# Exact and proper quantisation rules

The **exact rule** is an identity that holds for every bound state with two turning points. The **proper rule** says that the classical action grows by exactly $\pi$ from level to level. It needs more, and it is proved here for the ten conventional shape-invariant families. The exact rule is due to Ma and Xu (2005), and the name "proper quantisation rule" to Qiang and Dong (2010). Both are then applied to the d levels of Li$^{2+}$ with the true centrifugal term $l(l+1)/r^2$.

## 1. Conventions and premises

We use atomic units ($\hbar=m_e=1$, energies in $E_h$, lengths in bohr) and write $\varepsilon=2E$, $U=2V$. A prime is $d/dx$. The equation is

$$\psi''=-k^2\psi,\qquad k^2(x)=\varepsilon-U(x). \tag{1}$$

For a radial problem $x=r$, $\psi=rR(r)$, and $U$ contains $l(l+1)/r^2$. The premises are:

- **P1.** $U$ is real and continuous inside the domain, with a piecewise continuous derivative.
- **P2.** At the eigenvalue $\varepsilon_n$ there are exactly two turning points $x_A<x_B$. Between them $k^2>0$ and we take $k>0$; outside them $k^2<0$. The slope $U'$ is not zero at $x_A$ and $x_B$.
- **P3.** $\psi_n$ is real and normalisable, and $\psi_n\psi_n'\to0$ at both ends of the domain.
- **P4.** Oscillation theorem: level $n=0,1,2,\dots$ has exactly $n$ interior nodes.

Define the logarithmic derivative, the action and the correction:

$$\phi=\frac{\psi'}{\psi},\qquad S_n=\int_{x_A}^{x_B}k\,dx,\qquad C_n=\int_{x_A}^{x_B}k'\,\frac{\phi}{\phi'}\,dx. \tag{2}$$

## 2. The exact rule

**Step 1: Riccati equation.** Since $\phi'=\psi''/\psi-\phi^2$, eq. (1) gives $\phi'=-(k^2+\phi^2)$. Multiplying numerator and denominator by $\psi^2$,

$$\frac{\phi}{\phi'}=-\frac{\psi\psi'}{\psi'^2+k^2\psi^2}. \tag{3}$$

The right side stays finite at a node of $\psi$, where $\phi$ has a pole, and it vanishes there.

**Step 2: signs at the turning points.** From (1), $(\psi\psi')'=\psi'^2-k^2\psi^2$. In a forbidden region both terms are non-negative, and $\psi$ and $\psi'$ cannot vanish together, so $\psi\psi'$ increases strictly. On the left it starts from zero (P3), hence $\psi\psi'>0$ up to and including $x_A$. On the right it rises to zero, hence $\psi\psi'<0$ from $x_B$ on. Therefore $\phi(x_A)>0$ and $\phi(x_B)<0$, both finite, and all $n$ nodes lie strictly between the turning points.

**Step 3: a phase angle.** Put $\psi'=\rho\cos\theta$, $k\psi=\rho\sin\theta$ with $\rho>0$. This is possible on the closed interval: inside, $k>0$ and $\psi,\psi'$ have no common zero, and at the ends $\psi'\ne0$ by step 2. So $\theta$ is continuous, and $\tan\theta=k/\phi$. Differentiating the polar angle and using (1),

$$\theta'=\frac{\psi'(k\psi)'-k\psi\,\psi''}{\rho^2}=\frac{k\psi'^2+k^3\psi^2+k'\psi\psi'}{\psi'^2+k^2\psi^2}=k-k'\frac{\phi}{\phi'}. \tag{4}$$

The last equality is (3).

**Step 4: the integrals exist.** Near a turning point $k\propto\lvert x-x_A\rvert^{1/2}$ by P2, so $k'$ has an integrable inverse-square-root singularity, while $\phi/\phi'\to-1/\phi(x_A)$ is finite. Integrating (4) gives $\theta(x_B)-\theta(x_A)=S_n-C_n$.

**Step 5: total phase.** Choose $\psi>0$ at $x_A$. Then $\psi'>0$ and $k=0$ there, so $\theta(x_A)=0$, and just inside $\sin\theta>0$. Inside the interval $\sin\theta=0$ only at nodes of $\psi$, and at a node (3) and (4) give $\theta'=k>0$. The angle thus crosses multiples of $\pi$ upwards only, once per node. After the last node $n\pi<\theta<(n+1)\pi$. Close to $x_B$, $\tan\theta=k/\phi$ is negative and tends to zero, which selects the upper end: $\theta(x_B)=(n+1)\pi$. Hence

$$\boxed{\int_{x_A}^{x_B}k\,dx=(n+1)\pi+\int_{x_A}^{x_B}k'\,\frac{\phi}{\phi'}\,dx} \tag{5}$$

At a zero of $\phi$, too, $\theta'=k>0$, so $n+1$ is the number of zeros of $\phi$ between the turning points.

Equation (5) contains no approximation. On its own it does not give a spectrum, because $C_n$ needs $\psi_n$. Lowest-order WKB, $S_n=(n+\tfrac12)\pi$, amounts to setting $C_n=-\pi/2$.

## 3. Spectra from shape invariance

Let $W=-\phi_0$ be the superpotential and $\mathcal A=d/dx+W$, $\mathcal A^\dagger=-d/dx+W$. Expanding the products,

$$\mathcal A^\dagger \mathcal A=-\frac{d^2}{dx^2}+W^2-W',\qquad \mathcal A\mathcal A^\dagger=-\frac{d^2}{dx^2}+W^2+W'. \tag{6}$$

The function $\psi_0=\exp(-\int W dx)$ obeys $\mathcal A\psi_0=0$ and has no node. If it is normalisable it is the ground state (P4) of $U=W^2-W'+\varepsilon_0$ with eigenvalue $\varepsilon_0$.

If $\mathcal A^\dagger \mathcal A\psi=\lambda\psi$ with $\lambda>0$, then $\mathcal A\mathcal A^\dagger(\mathcal A\psi)=\lambda \mathcal A\psi$ and $\lVert \mathcal A\psi\rVert^2=\lambda\lVert\psi\rVert^2$, which is finite and non-zero. In the same way $\mathcal A^\dagger$ maps eigenfunctions back. The partner has no zero mode, because $\mathcal A^\dagger\chi=0$ gives $\chi=1/\psi_0$, which is not normalisable. At a singular wall at distance $s$, where $\psi\sim s^{\mu}$ with $\mu\ge1$, the partner equation has solutions $s^{\mu+1}$ and $s^{-\mu}$. The image $\mathcal A\psi$ is bounded, so it is the regular one; conversely $\mathcal A^\dagger s^{\mu+1}\sim s^{\mu}$. The partner spectrum is therefore the original one without its lowest level.

Shape invariance (Gendenshtein 1983) means that for a shifted parameter $a\to a'$

$$W^2+W'+\varepsilon_0(a)=U(x;a')+\delta \quad\Rightarrow\quad \varepsilon_n(a)=\varepsilon_{n-1}(a')+\delta, \tag{7}$$

with $\delta$ independent of $x$. Iterating $n$ times reduces $\varepsilon_n$ to a ground level.

For the Coulomb problem take $W=Z/(l+1)-(l+1)/r$, so $W'=(l+1)/r^2$ and

$$W^2\mp W'=\frac{(l+1)(l+1\mp1)}{r^2}-\frac{2Z}{r}+\frac{Z^2}{(l+1)^2}.$$

The upper sign gives $U=l(l+1)/r^2-2Z/r$ with $\varepsilon_0=-Z^2/(l+1)^2$. The lower sign gives (7) with $l\to l+1$ and $\delta=0$. Thus $\varepsilon_n(l)=\varepsilon_0(l+n)=-Z^2/(n+l+1)^2$.

"Conventional" here means the ten families of Table 1, whose $W$ has a shifted parameter and no further explicit dependence on $\hbar$. The range parameter of the exponential and trigonometric rows is scaled to 1. Each row follows by the same two expansions. One has $\delta=2\omega$ in rows 1 and 2 and $\delta=0$ in the others, and $L=l(l+1)$.

**Table 1**

| # | Family, domain | $W$ | $U$ | shift | $\varepsilon_n$ |
|---|---|---|---|---|---|
| 1 | oscillator, $\mathbb R$ | $\omega x$ | $\omega^2x^2$ | none | $(2n+1)\omega$ |
| 2 | radial oscillator | $\omega r-\frac{l+1}{r}$ | $\omega^2r^2+\frac{L}{r^2}$ | $l+1$ | $(4n+2l+3)\omega$ |
| 3 | Coulomb | $\frac{Z}{l+1}-\frac{l+1}{r}$ | $\frac{L}{r^2}-\frac{2Z}{r}$ | $l+1$ | $-\frac{Z^2}{(n+l+1)^2}$ |
| 4 | Morse, $\mathbb R$ | $A-Be^{-x}$ | $B^2e^{-2x}-B(2A+1)e^{-x}$ | $A-1$ | $-(A-n)^2$ |
| 5 | Rosen–Morse II, $\mathbb R$ | $A\tanh x+\frac BA$ | $-\frac{A(A+1)}{\cosh^2x}+2B\tanh x$ | $A-1$ | $-m^2-\frac{B^2}{m^2}$, $m=A-n$ |
| 6 | Scarf I, $\lvert x\rvert<\frac\pi2$ | $\frac{A\sin x-B}{\cos x}$ | $\frac{A^2+B^2-A-B(2A-1)\sin x}{\cos^2x}$ | $A+1$ | $(A+n)^2$ |
| 7 | Eckart, $x>0$ | $\frac BA-A\coth x$ | $\frac{A(A-1)}{\sinh^2x}-2B\coth x$ | $A+1$ | $-m^2-\frac{B^2}{m^2}$, $m=A+n$ |
| 8 | gen. Pöschl–Teller, $x>0$ | $\frac{A\cosh x-B}{\sinh x}$ | $\frac{A^2+B^2+A-B(2A+1)\cosh x}{\sinh^2x}$ | $A-1$ | $-(A-n)^2$ |
| 9 | Rosen–Morse I, $0<x<\pi$ | $-A\cot x-\frac BA$ | $\frac{A(A-1)}{\sin^2x}+2B\cot x$ | $A+1$ | $m^2-\frac{B^2}{m^2}$, $m=A+n$ |
| 10 | Scarf II, $\mathbb R$ | $\frac{A\sinh x+B}{\cosh x}$ | $\frac{B^2-A^2-A+B(2A+1)\sinh x}{\cosh^2x}$ | $A-1$ | $-(A-n)^2$ |

Normalisability of the shifted ground state requires $\omega,Z>0$; $n<A$ in rows 4, 5, 8, 10; $B>0$ in row 4; $\lvert B\rvert<m^2$ in row 5; $B>m^2$ in row 7. Repulsive walls, needed for P2, require $l\ge1$ (rows 2, 3), $A-\lvert B\rvert>1$ (row 6), $A>1$ (rows 7, 9) and $B-A>1$ (row 8).

## 4. The action in closed form

In every row a monotonic variable $z(x)$ brings the action to the form

$$S=\int_{z_A}^{z_B}\frac{\sqrt{P(z)}}{Q(z)}\,dz,\qquad P=(\varepsilon-U)\frac{Q^2}{z'^2}=-c^2z^2+p_1z+p_0, \tag{8}$$

with $c>0$, $Q>0$ of degree at most two, and $z_A<z_B$ the roots of $P$. An eigenvalue lies above the minimum of $U$, and under the stated conditions $\varepsilon_n-U<0$ near both ends of the domain, so both roots are in range and simple. This establishes P2.

**Master integral.** Let $\bar z=(z_A+z_B)/2=p_1/2c^2$, $h=(z_B-z_A)/2$, $d=\bar z-p$, and $z=\bar z+h\cos t$, so $\sqrt P=ch\sin t$. With $h^2\sin^2t=(d-h\cos t)(d+h\cos t)-(d^2-h^2)$ and, for real $p<z_A$, $\int_0^\pi dt/(d+h\cos t)=\pi/\sqrt{d^2-h^2}$ (substitute $\tan(t/2)$),

$$J(p)=\int_{z_A}^{z_B}\frac{\sqrt P\,dz}{z-p}=c\int_0^\pi\frac{h^2\sin^2t\,dt}{d+h\cos t}=\pi\left[c(\bar z-p)-G(p)\right], \tag{9}$$

where $G(p)=c\sqrt{z_A-p}\,\sqrt{z_B-p}$ and $G^2=-P(p)$. Both sides are analytic in $p$ off the segment $[z_A,z_B]$, so (9) continues to all such $p$. For real $p<z_A$, $G=+\sqrt{-P(p)}$. For real $p>z_B$, each root acquires the same factor $\pm i$, so $G=-\sqrt{-P(p)}$. For $p=i$, each principal root has its argument in $(-\pi/2,0)$, so $\operatorname{Im}G<0$; since $G=\pm i\sqrt{P(i)}$, $\operatorname{Im}G=-\operatorname{Re}\sqrt{P(i)}$ with the principal root.

Partial fractions now give all cases:

- $Q=1$: $S=ch^2\int_0^\pi\sin^2t\,dt=\pi ch^2/2$.
- $Q=z$, roots positive: $S=J(0)=\pi\,[\,p_1/2c-\sqrt{-p_0}\,]$. For $Q=2z$ take half.
- $Q=1-z^2$, roots in $(-1,1)$: $S=\tfrac12[J(-1)-J(1)]=\pi\,[\,c-\tfrac12\sqrt{-P(-1)}-\tfrac12\sqrt{-P(1)}\,]$.
- $Q=z^2-1$, roots above 1: $S=\tfrac12[J(1)-J(-1)]=\pi\,[\,\tfrac12\sqrt{-P(-1)}-\tfrac12\sqrt{-P(1)}-c\,]$.
- $Q=1+z^2$: $1/Q=\operatorname{Im}\,(z-i)^{-1}$ for real $z$, so $S=\operatorname{Im}J(i)=\pi\,[\operatorname{Re}\sqrt{P(i)}-c\,]$.

**Table 2** (with $b_\pm=A\pm B$; $P=\varepsilon-U$ in rows 1, 4, 5, 7, 9, $P=Q(\varepsilon-U)$ in rows 6, 8, 10, $P=r^2(\varepsilon-U)$ in rows 2, 3)

| # | $z$ | $Q$ | $S(\varepsilon)/\pi$ |
|---|---|---|---|
| 1 | $x$ | $1$ | $\varepsilon/2\omega$ |
| 2 | $r^2$ | $2z$ | $\varepsilon/4\omega-\tfrac12\sqrt L$ |
| 3 | $r$ | $z$ | $Z/\sqrt{-\varepsilon}-\sqrt L$ |
| 4 | $e^{-x}$ | $z$ | $A+\tfrac12-\sqrt{-\varepsilon}$ |
| 5 | $\tanh x$ | $1-z^2$ | $\sqrt{A(A+1)}-\tfrac12\sqrt{2B-\varepsilon}-\tfrac12\sqrt{-2B-\varepsilon}$ |
| 6 | $\sin x$ | $1-z^2$ | $\sqrt\varepsilon-\tfrac12\sqrt{b_+(b_+-1)}-\tfrac12\sqrt{b_-(b_--1)}$ |
| 7 | $\coth x$ | $z^2-1$ | $\tfrac12\sqrt{2B-\varepsilon}-\tfrac12\sqrt{-2B-\varepsilon}-\sqrt{A(A-1)}$ |
| 8 | $\cosh x$ | $z^2-1$ | $\tfrac12\sqrt{b_+(b_++1)}-\tfrac12\sqrt{b_-(b_-+1)}-\sqrt{-\varepsilon}$ |
| 9 | $\cot x$ | $1+z^2$ | $\operatorname{Re}\sqrt{\varepsilon-2iB}-\sqrt{A(A-1)}$ |
| 10 | $\sinh x$ | $1+z^2$ | $\operatorname{Re}\sqrt{A^2+A-B^2-iB(2A+1)}-\sqrt{-\varepsilon}$ |

For Coulomb, $P=\varepsilon r^2+2Zr-L$, so $c=\kappa\equiv\sqrt{-\varepsilon}$, $p_1=2Z$, $p_0=-L$ and

$$S=\pi\left[\frac{Z}{\kappa}-\sqrt{l(l+1)}\right]. \tag{10}$$

## 5. The proper rule

Insert $\varepsilon_n$ of Table 1 into Table 2. The energy-dependent part of $S/\pi$ becomes $n+\tfrac12$ in row 1, $n+(2l+3)/4$ in row 2, $n+l+1$ in row 3, $n-A$ in rows 4, 8, 10 and $n+A$ in row 6. In rows 5 and 7, $\pm2B-\varepsilon_n=(m\pm B/m)^2$. Row 5 has $\lvert B\rvert<m^2$, so both roots equal $m\pm B/m$ and the part is $-m=n-A$. Row 7 has $B>m^2$, so the second root is $B/m-m$ and the part is $m=n+A$. In row 9, $\varepsilon_n-2iB=(m-iB/m)^2$, whose principal root has real part $m=n+A$. In every row the part is $n$ plus a constant, and the remainder does not depend on energy. Therefore

$$\boxed{\int_{x_A}^{x_B}k_n\,dx-\int_{x_{0A}}^{x_{0B}}k_0\,dx=n\pi} \tag{11}$$

where each integral runs between its own turning points. Subtracting (5) for level 0 from (5) for level $n$ gives $C_n-C_0=S_n-S_0-n\pi$, so (11) is equivalent to

$$C_n=C_0=S_0-\pi. \tag{12}$$

Note the logical order. The constancy of $C_n$ does not follow from (5); it was obtained from the spectrum and the action, row by row. Once it is established, (11) can be used forwards: $S(\varepsilon)$ increases with $\varepsilon$, so (11) has one root, fixed by $\varepsilon_0$ alone. In rows 1 and 4, $C_n=-\pi/2$, which is why lowest-order WKB is exact there.

**Direct evaluation of $C_0$ for Coulomb.** With $\kappa_0=Z/(l+1)$, $\phi_0=(l+1)/r-\kappa_0$ and $\phi_0'=-(l+1)/r^2$, so $\phi_0/\phi_0'=-r+\kappa_0r^2/(l+1)$. Integrate by parts; the boundary terms vanish with $k$:

$$C_0=\int k\,dr-\frac{2\kappa_0}{l+1}\int kr\,dr.$$

The first integral is $\pi(l+1-\sqrt L)$ by (10). In the second, $kr=\sqrt P$, which is the case $Q=1$ with $h^2=Z^2/\kappa_0^4-L/\kappa_0^2=(l+1)/\kappa_0^2$. It equals $\pi(l+1)/2\kappa_0$, and the second term is $-\pi$. Hence

$$C_0=\pi\left[l-\sqrt{l(l+1)}\right], \tag{13}$$

which is (12), obtained without step 5. Putting (10) and (13) into (5), the roots $\sqrt{l(l+1)}$ cancel and $Z/\kappa_n=n+l+1$, that is $E_n=-Z^2/2(n+l+1)^2$.

**Relation to the Langer replacement.** Plain WKB with (10) gives $Z/\kappa=n+\tfrac12+\sqrt L$, which falls short of $n+l+1$ by

$$\Delta_l=l+\tfrac12-\sqrt{(l+\tfrac12)^2-\tfrac14}=\frac{1}{8(l+\frac12)}+O(l^{-3}).$$

Langer's replacement (1937), $L\to(l+\tfrac12)^2$, removes $\Delta_l$ by changing the potential in the action. Here the potential is untouched, and the same quantity sits in the correction, $C_n=-\pi/2+\pi\Delta_l$.

## 6. Range of validity

- **Exact rule (5).** It needs P1 to P4 only. With more than two turning points $k$ is imaginary inside the interval and $\theta$ is not defined there. A jump in $U$ makes $\theta$ jump and adds a finite term. Continuum states violate P3.
- **Coulomb with $l=0$.** There is no inner turning point. With $x_A=0$ the proof survives: $\psi\sim r$ and $k\sim\sqrt{2Z/r}$ give $\tan\theta\sim\sqrt{2Zr}\to0$, and $k'\phi/\phi'\propto r^{-1/2}$ is integrable. Then $S_n=(n+1)\pi$ and $C_n=0$, as (10) and (13) state.
- **Proper rule (11).** It is proved for Table 1 under the listed parameter conditions and for the bound levels that exist. The proof uses the form (8). It does not cover rationally extended shape-invariant potentials, screened Coulomb potentials or Rydberg series of many-electron atoms.
- **Exact solvability is not enough.** For $U=\lvert x\rvert$, (5) holds and $\psi=\mathrm{Ai}(x-\varepsilon)$ for $x>0$. The even ground state needs $\mathrm{Ai}'(-\varepsilon)=0$, giving $\varepsilon_0=1.0188$, and the odd first excited state needs $\mathrm{Ai}(-\varepsilon)=0$, giving $\varepsilon_1=2.3381$. The action is $S=\tfrac43\varepsilon^{3/2}$, so $S_0/\pi=0.436$, $S_1/\pi=1.517$, and the difference is $1.081$, not 1.
- **Fixed potential.** All levels in (11) belong to one $U$, so in a radial problem to one $l$.

## 7. Illustration: d levels of Li$^{2+}$

The model is the non-relativistic Coulomb problem with a fixed point nucleus, $Z=3$, $l=2$, so $U=6/r^2-6/r$ and $\sqrt L=\sqrt6=2.4495$.

**Ground level (3d).** $W=1-3/r$, $\psi_0=r^3e^{-r}$, $\kappa_0=1$. The turning points follow from $P=0$ as $r_{A,B}=[Z\mp\sqrt{Z^2-L\kappa^2}]/\kappa^2$, here $3\mp\sqrt3$. The action is $S_0=\pi(3-\sqrt6)=1.7295$, and (13) gives $C_0=\pi(2-\sqrt6)=-1.4121$, so $S_0-C_0=\pi$.

**Excited levels from (11).** The condition $\pi(3/\kappa_n-\sqrt6)=S_0+n\pi$ gives $\kappa_n=3/(3+n)$ and $E_n=-\kappa_n^2/2$.

**Independent test of (12).** The wavefunctions follow from the raising operators $\mathcal A_l^\dagger=-d/dr+3/(l+1)-(l+1)/r$:

$$\psi_1=\mathcal A_2^\dagger\, r^4e^{-3r/4}=-\tfrac74\, r^3(4-r)\,e^{-3r/4},$$

$$\psi_2=\mathcal A_2^\dagger \mathcal A_3^\dagger\, r^5e^{-3r/5}=\tfrac{9}{25}\,r^3(6r^2-70r+175)\,e^{-3r/5}.$$

The node of $\psi_1$ is at 4 bohr, and those of $\psi_2$ are at 3.629 and 8.038 bohr, all inside the allowed regions as step 2 requires. To integrate $C_n$ numerically, use (3) and set $r=\bar r-h\cos t$ with $\bar r=Z/\kappa^2$ and $h=(r_B-r_A)/2$. Then $k=\kappa h\sin t/r$ and $k'dr=\kappa h(\bar r\cos t-h)\,dt/r^2$, which is smooth on $[0,\pi]$. The column $C_n$ is this quadrature.

| level | $n$ | $r_A$ (bohr) | $r_B$ (bohr) | $S_n$ | $C_n$ | $E_n$ ($E_h$) | plain WKB ($E_h$) | WKB error |
|---|---|---|---|---|---|---|---|---|
| 3d | 0 | 1.268 | 4.732 | 1.7295 | −1.4121 | −0.5 | −0.5173 | 3.5 % |
| 4d | 1 | 1.117 | 9.550 | 4.8711 | −1.4121 | −0.28125 | −0.2885 | 2.6 % |
| 5d | 2 | 1.069 | 15.598 | 8.0127 | −1.4121 | −0.18 | −0.1837 | 2.1 % |

The actions step by $\pi$, the correction does not move, and $S_n-C_n=(n+1)\pi$. In units of $\pi$ the correction is $-0.4495$ instead of the WKB value $-\tfrac12$. The gap is $\Delta_2=0.0505$, against $0.0500$ from the leading term $1/[8(l+\frac12)]$. Plain WKB, $E=-Z^2/2(n+\tfrac12+\sqrt6)^2$, binds every level too strongly; the error column is relative to the exact $E_n$ of the model.

The model's 4d–3d interval is $0.21875\,E_h=5.95$ eV, while plain WKB gives $0.2288\,E_h=6.23$ eV.

Two neglected effects limit the model as a description of the real ion. The reduced mass scales all binding energies down by the fraction $m_e/M=7.8\times10^{-5}$ for an approximate nuclear mass of 7.0 u; it only rescales the units and leaves (5) and (11) intact. The leading fine-structure term lowers a level with principal quantum number $N=n+l+1$ by the fraction $(Z\alpha)^2N^{-1}[(j+\tfrac12)^{-1}-3/4N]$. Among these levels it is largest for 3d$_{3/2}$, where it equals $(Z\alpha)^2/12=4.0\times10^{-5}$. Both are several hundred times smaller than the WKB errors in the table. They enter the model's interval at about one part in $10^4$, so three figures, 5.95 eV, are unaffected by them.